**Size of the 3d and 4d 2+ ions: a bend at the start of each row, and no kink at the half-filled shell**

Two measures of size are recorded for each free ion $nd^q$, where $q$ is the number of outer d electrons and $Z$ the nuclear charge. The contour radius is the distance at which the spherical electron density has fallen to 0.001 electrons/bohr³, so it probes the tail. $\Sigma\langle r^2\rangle$ is the mean square radius summed over all electrons, so it grows with their number as well as their extent. Both come from configuration-average Hartree-Fock, non-relativistic and Dirac. The last column is the part of the sum carried by the whole outer shell, $ns$, $np$ and $nd$ together.

Free 2+ ions of the 3d and 4d series, computed with B-spline radial code 1 at the basis-set limit: non-relativistic Hartree-Fock with a point nucleus and Dirac-Coulomb Hartree-Fock with a Fermi nucleus, both averaged over the configuration of nl shells. The density contour is at 0.001 electrons/bohr³, and Σ<r²> runs over all electrons.

```
species   Z  electrons  configuration  radius of the 0.001 density contour, non-rel. (bohr)  radius of the 0.001 density contour, Dirac (bohr)  radius of the 0.001 density contour: Dirac/non-rel. − 1 (%)  Σ<r²>, non-rel. (bohr²)  Σ<r²>, Dirac (bohr²)  Σ<r²>: Dirac/non-rel. − 1 (%)  share of the highest-n shell in Σ<r²>, non-rel. (%)
   Sc2+  21         19       [Ar] 3d1                                                 3.077                                              3.081                                                          0.1                    16.25                 16.22                          -0.21                                                 93.9
   Ti2+  22         20       [Ar] 3d2                                                 3.101                                              3.107                                                          0.2                    16.53                 16.51                          -0.12                                                 94.7
    V2+  23         21       [Ar] 3d3                                                 3.085                                              3.092                                                          0.2                    16.54                 16.53                          -0.06                                                 95.2
   Cr2+  24         22       [Ar] 3d4                                                 3.050                                              3.058                                                          0.3                    16.40                 16.40                          -0.03                                                 95.7
   Mn2+  25         23       [Ar] 3d5                                                 3.006                                              3.015                                                          0.3                    16.19                 16.19                           0.00                                                 96.0
   Fe2+  26         24       [Ar] 3d6                                                 2.959                                              2.969                                                          0.3                    15.92                 15.93                           0.02                                                 96.3
   Co2+  27         25       [Ar] 3d7                                                 2.912                                              2.922                                                          0.3                    15.63                 15.64                           0.04                                                 96.5
   Ni2+  28         26       [Ar] 3d8                                                 2.865                                              2.875                                                          0.3                    15.33                 15.34                           0.06                                                 96.8
   Cu2+  29         27       [Ar] 3d9                                                 2.819                                              2.829                                                          0.4                    15.03                 15.04                           0.07                                                 97.0
   Zn2+  30         28      [Ar] 3d10                                                 2.774                                              2.785                                                          0.4                    14.72                 14.73                           0.08                                                 97.1
   Zr2+  40         38       [Kr] 4d2                                                 3.615                                              3.635                                                          0.6                    30.49                 30.36                          -0.41                                                 84.7
   Nb2+  41         39       [Kr] 4d3                                                 3.600                                              3.622                                                          0.6                    31.04                 30.95                          -0.28                                                 86.1
   Mo2+  42         40       [Kr] 4d4                                                 3.552                                              3.575                                                          0.6                    31.19                 31.12                          -0.20                                                 87.2
   Tc2+  43         41       [Kr] 4d5                                                 3.491                                              3.514                                                          0.7                    31.09                 31.05                          -0.16                                                 88.1
   Ru2+  44         42       [Kr] 4d6                                                 3.425                                              3.448                                                          0.7                    30.85                 30.81                          -0.14                                                 88.8
   Rh2+  45         43       [Kr] 4d7                                                 3.358                                              3.380                                                          0.7                    30.50                 30.47                          -0.13                                                 89.4
   Pd2+  46         44       [Kr] 4d8                                                 3.291                                              3.313                                                          0.7                    30.10                 30.06                          -0.12                                                 89.9
   Ag2+  47         45       [Kr] 4d9                                                 3.227                                              3.248                                                          0.7                    29.65                 29.61                          -0.13                                                 90.4
   Cd2+  48         46      [Kr] 4d10                                                 3.164                                              3.186                                                          0.7                    29.18                 29.14                          -0.13                                                 90.8
```

**Sizes to keep in mind.** The contour lies near 3 bohr in 3d and 3.2 to 3.6 bohr in 4d, and it shrinks by roughly a tenth from its peak to d¹⁰. Relativity moves either measure by less than 1 %. The first ion of each series falls several per cent short of a steady contraction, the shortfall fades within a few steps, and no local break beyond rounding shows at d⁵ or d⁶.

**The simple pattern and the rows that leave it.** Each step adds a proton and a d electron that screens it incompletely, so lengths should go roughly as $1/(Z-\sigma)$ with a constant $\sigma$. Here $\sigma$ is only a fitted offset: it comes out negative, so it is not a true screening constant. Fitted to d⁶–d¹⁰, this law holds the non-relativistic radius to 0.001 bohr in both series. Carried back, it overshoots by 0.153 bohr at Sc²⁺ and 0.120 bohr at Zr²⁺, or 5 % and 3 % of the table values. These sizes depend on an extrapolation and are only a yardstick.

The sum leaves the law more strongly, by 1.41 bohr² at Sc²⁺ and 2.24 bohr² at Zr²⁺, which is 9 % and 7 % of the table values. In both measures the shortfall drops by about half at each step to the right, and a little faster near d⁵. The radius even rises from Sc²⁺ to Ti²⁺, and the sum rises to a flat top at Ti²⁺–V²⁺ and to Mo²⁺. No single ion is out of line; the whole early part of the curve is bent down.

**Why the sum rises first.** The simple law treats the ion as a fixed object that shrinks, but the ion also gains an electron at each step. The sum splits as
$$\Sigma\langle r^2\rangle = S_{\rm inner} + S_{sp} + q\,\langle r^2\rangle_d ,$$
where $S_{sp}$ belongs to the eight $ns,np$ electrons. A step adds one $\langle r^2\rangle_d$ and removes roughly a tenth from everything already there. The step into Cr²⁺ adds 1.82 bohr² and removes 16.54 + 1.82 − 16.40 = 1.96 bohr². The step into Zn²⁺ adds only 0.95 and removes 15.03 + 0.95 − 14.72 = 1.26 bohr². Both amounts get smaller, but the gain falls faster because the d orbital contracts, so the loss wins by more. At the start of the row, where the d orbital should be wider still, the gain wins and the sum rises.

The orbitals of the same calculations show the later stage directly. From Cr²⁺ to Zn²⁺ the 3d part grows from 7.28 to 9.53 bohr², although each d electron contracts to about half its mean square radius. The 3s and 3p part falls from 8.40 to 4.76 bohr², and this larger loss is what brings the total down. The high outer share in the table therefore says little about the d electrons alone.

**Worked estimate, V²⁺.** If each part $p$ scales as $1/(Z-\sigma)^2$ with its own $\sigma$, then $p^{-1/2}$ is linear in $q$. Cr²⁺ ($q=4$) and Zn²⁺ ($q=10$) fix each line, and V²⁺ ($q=3$) is not used. One step back from Cr²⁺ is one sixth of the Cr–Zn interval:
$$S_{sp}:\ 8.40^{-1/2}=0.345,\ \ 4.76^{-1/2}=0.458,\ \ (0.345-0.019)^{-2}=9.4$$
$$\langle r^2\rangle_d:\ (7.28/4)^{-1/2}=0.741,\ \ (9.53/10)^{-1/2}=1.024,\ \ 3\,(0.741-0.047)^{-2}=6.2$$
$$S_{\rm inner}:\ 0.71^{-1/2}=1.19,\ \ 0.42^{-1/2}=1.54,\ \ (1.19-0.06)^{-2}=0.8$$
The total is 16.4 bohr² against 16.54 in the table, low by less than 1 % of it.

This scaling reproduces the rise, the flat top near V²⁺ and the decline, which supports the counting argument for the early rows without displaying their orbitals. It is worst at Sc²⁺, where the table lies 0.45 bohr² higher. The inner part agrees with the share column to 0.008 bohr² in every 3d row, so the miss sits in the $n=3$ shell. A first d electron more diffuse than the scaling allows is a plausible guess for it. For 4d the support is weaker, being a three-constant curve $(A+Bq)/(D+q)^2$ fitted to all rows, whose constants trade against each other.

**Why the contour rises first.** Theory gives the far density of the d shell as $q\,C_0\,r^{2\nu-2}e^{-2\kappa r}$, with $\kappa=\sqrt{2I}$ in atomic units, $I$ the d ionisation energy and $\nu=3/\kappa$ for the +3 charge left behind. Setting this to 0.001 gives
$$2\kappa r-(2\nu-2)\ln r=\ln q+\ln(C_0/0.001).$$
The computed $I$ rises at every step, which pulls $r$ in. The count pushes $r$ out through the gain in $\ln q$, which is 0.69 from d¹ to d² but only 0.11 from d⁹ to d¹⁰. The push fades as $1/q$, so it matters in the first steps and afterwards merges into an almost constant slope.

With $\ln C_0$ linear in $q$ and fitted to all rows of a series, the rms miss is 0.027 bohr in 3d and 0.022 bohr in 4d, about a third of what the same two-constant form gives without the factor $q$. Only the form with $q$ puts the 3d peak at Ti²⁺. The misses still far exceed the rounding: 3 bohr is not fully asymptotic, and $\kappa$ from energy differences is a few per cent below the orbital-energy value that governs a Hartree-Fock tail. Sc²⁺ lies 0.071 bohr outside the model, perhaps because six 3p electrons add to the tail of a single d electron, which is untested. The row-by-row residuals are in the output that follows.

**No kink at d⁵.** Comparing each row from V²⁺ to Ni²⁺ and from Mo²⁺ to Pd²⁺ with the cubic through its four neighbours tests for a local break. At d⁵ and d⁶ the radius deviates by 0.0007 bohr at most, where rounding allows 0.0013, and the sum stays within its own allowance, Tc²⁺ just at the edge. Only V²⁺ and Mo²⁺ exceed the allowance, by a small margin, and their cubics reach into the sharpest part of the bend.

This smoothness is built into the calculation. Every row is a pure $nd^q$ ion, and the average over the configuration gives each of the $q(q-1)/2$ d–d pairs the same mean repulsion. A d electron then sees $q-1$ identical partners, and nothing marks $q=5$. The table is thus silent on whether real ground terms are smooth there.

**Where the break belongs.** Hund's-rule terms lie below the average by $(175B+70C)/9$ for d⁵ and $(105B+42C)/9$ for d⁴ and d⁶, with $B$ and $C$ here the Racah parameters. Ionising d⁵ costs $(70B+28C)/9$ more than the average says, and ionising d⁶ that much less, a step of $(140B+56C)/9$. The computed ionisation energies lack this step, so it appears in their error against tabulated values, which jumps by 4.49 eV from Mn²⁺ to Fe²⁺, where the Slater integrals of Cr²⁺ give 4.99 eV. For Tc²⁺ to Ru²⁺ the formula, with integrals of Rh²⁺, gives 4.51 eV against 2.92, a much poorer match whose cause is not tested: correlation is missing, and both tabulated values are semi-empirical, whereas those of Mn²⁺ and Fe²⁺ are measured. By the same argument, orbitals optimised for the high-spin term should be most compact relative to the average at d⁵, giving a change of slope whose size these averages leave untested.

**Relativity leaves the shape alone.** The fall of the 3d contour from peak to d¹⁰ is 0.327 bohr without relativity and 0.322 bohr with it. The contour expands in every row, while the sum shrinks throughout 4d and changes sign at about Mn²⁺ in 3d. The standard account is that s and p shells contract directly and screen the d shell better, so it expands and dominates the tail, and in 3d outweighs the s and p loss in the sum once $q$ is large enough; in 4d it does not, even at d¹⁰. The Dirac runs do bind the d electron less in every row, but the tail formula fed with that change overshoots the expansion by a factor of about two or more, so it supports the sign only.

The analysis program printed:

```
Non-rel. table minus model. a: 1/(Z-s) law fitted to d6-d10; b: tail with q; c: tail without q; e: (A+Bq)/(D+q)^2
k: cubic through 4 neighbours; rounding alone allows 0.0013 bohr (radius), 0.013 bohr^2 (sum)
ion   q | radius:  a      b      c      k (bohr) | sum:  a      e      k (bohr^2)
Sc2+  1 |  -0.153  +0.071  -0.186       - |   -1.41   -0.03       -
Ti2+  2 |  -0.071  -0.021  -0.027       - |   -0.76   +0.04       -
V2+   3 |  -0.031  -0.028  +0.050 -0.0018 |   -0.40   +0.03  -0.007
Cr2+  4 |  -0.012  -0.021  +0.079 -0.0007 |   -0.19   +0.00  -0.012
Mn2+  5 |  -0.004  -0.012  +0.080 -0.0005 |   -0.07   -0.01  +0.005
Fe2+  6 |  -0.001  -0.005  +0.064 -0.0005 |   -0.02   -0.03  -0.005
Co2+  7 |  +0.001  +0.001  +0.037 +0.0002 |   +0.01   -0.03  +0.000
Ni2+  8 |  +0.001  +0.005  +0.002 -0.0002 |   +0.01   -0.01  -0.003
Cu2+  9 |  +0.000  +0.008  -0.037       - |   +0.01   +0.01       -
Zn2+ 10 |  -0.001  +0.008  -0.081       - |   -0.01   +0.03       -
3d radius steps (bohr): +0.024 -0.016 -0.035 -0.044 -0.047 -0.047 -0.047 -0.046 -0.045
3d tail rms with q 0.027 (worst Sc2+, peak Ti2+, lnC slope +0.006), without q 0.080 bohr (peak Sc2+)
3d sum fit A 2347 B 489 D 12.2, rms 0.024 bohr^2, worst Ti2+, peak V2+ (table V2+)
3d peak to d10: radius -0.327 bohr (10.5%), Dirac -0.322; sum -1.82 bohr^2 (11.0%)
3d radius Dirac shift % (+-0.03): +0.13 +0.19 +0.23 +0.26 +0.30 +0.34 +0.34 +0.35 +0.35 +0.40
3d tail model from Dirac I, %:    +0.73 +0.69 +0.68 +0.68 +0.69 +0.70 +0.71 +0.73 +0.76 +0.78 ; dI -0.15 to -0.34 eV
3d sum shift/(Z alpha)^2: -0.089 -0.047 -0.021 -0.010 +0.000 +0.006 +0.010 +0.014 +0.016 +0.017
Zr2+  2 |  -0.120  -0.043  -0.166       - |   -2.24   -0.03       -
Nb2+  3 |  -0.053  -0.011  -0.014       - |   -1.22   +0.04       -
Mo2+  4 |  -0.022  +0.011  +0.055 -0.0020 |   -0.61   +0.03  -0.007
Tc2+  5 |  -0.008  +0.022  +0.078 -0.0007 |   -0.26   -0.00  -0.013
Ru2+  6 |  -0.001  +0.024  +0.073 -0.0005 |   -0.05   -0.02  +0.005
Rh2+  7 |  +0.001  +0.018  +0.050 +0.0003 |   +0.03   -0.03  -0.010
Pd2+  8 |  +0.001  +0.007  +0.014 -0.0008 |   +0.05   -0.02  +0.005
Ag2+  9 |  +0.001  -0.008  -0.028       - |   +0.02   +0.00       -
Cd2+ 10 |  -0.001  -0.026  -0.076       - |   -0.05   +0.03       -
4d radius steps (bohr): -0.015 -0.048 -0.061 -0.066 -0.067 -0.067 -0.064 -0.063
4d tail rms with q 0.022 (worst Zr2+, peak Zr2+, lnC slope +0.153), without q 0.075 bohr (peak Zr2+)
4d sum fit A 4713 B 1068 D 13.0, rms 0.026 bohr^2, worst Nb2+, peak Mo2+ (table Mo2+)
4d peak to d10: radius -0.451 bohr (12.5%), Dirac -0.449; sum -2.01 bohr^2 (6.4%)
4d radius Dirac shift % (+-0.03): +0.55 +0.61 +0.65 +0.66 +0.67 +0.66 +0.67 +0.65 +0.70
4d tail model from Dirac I, %:    +1.90 +1.73 +1.63 +1.55 +1.50 +1.46 +1.44 +1.42 +1.40 ; dI -0.34 to -0.60 eV
4d sum shift/(Z alpha)^2: -0.048 -0.031 -0.021 -0.016 -0.014 -0.012 -0.011 -0.011 -0.011
Cr2+ inner 0.71, 3s3p 8.40, 3d 7.28 bohr^2 (44%); kappa 3p 2.41, 3d 1.51, from I 1.46 /bohr
Zn2+ inner 0.42, 3s3p 4.76, 3d 9.53 bohr^2 (65%); kappa 3p 3.03, 3d 1.75, from I 1.66 /bohr
Rh2+ (Dirac) 4s4p 10.21, 4d 17.07 bohr^2 (56%), n=4 90%
3d sum minus Cr/Zn-scaled parts (bohr^2): +0.45 +0.27 +0.11 -0.00 -0.06 -0.10 -0.10 -0.08 -0.04 -0.00 ; model peak V2+
3d inner part, largest miss against share column: 0.008 bohr^2 (rounding 0.008)
Mn/Fe (F of Cr2+): step in I error 4.49 eV, high-spin term step (140B+56C)/9 = 4.99 eV, ratio 0.90
Tc/Ru (F of Rh2+): step in I error 2.92 eV, high-spin term step (140B+56C)/9 = 4.51 eV, ratio 0.65
```
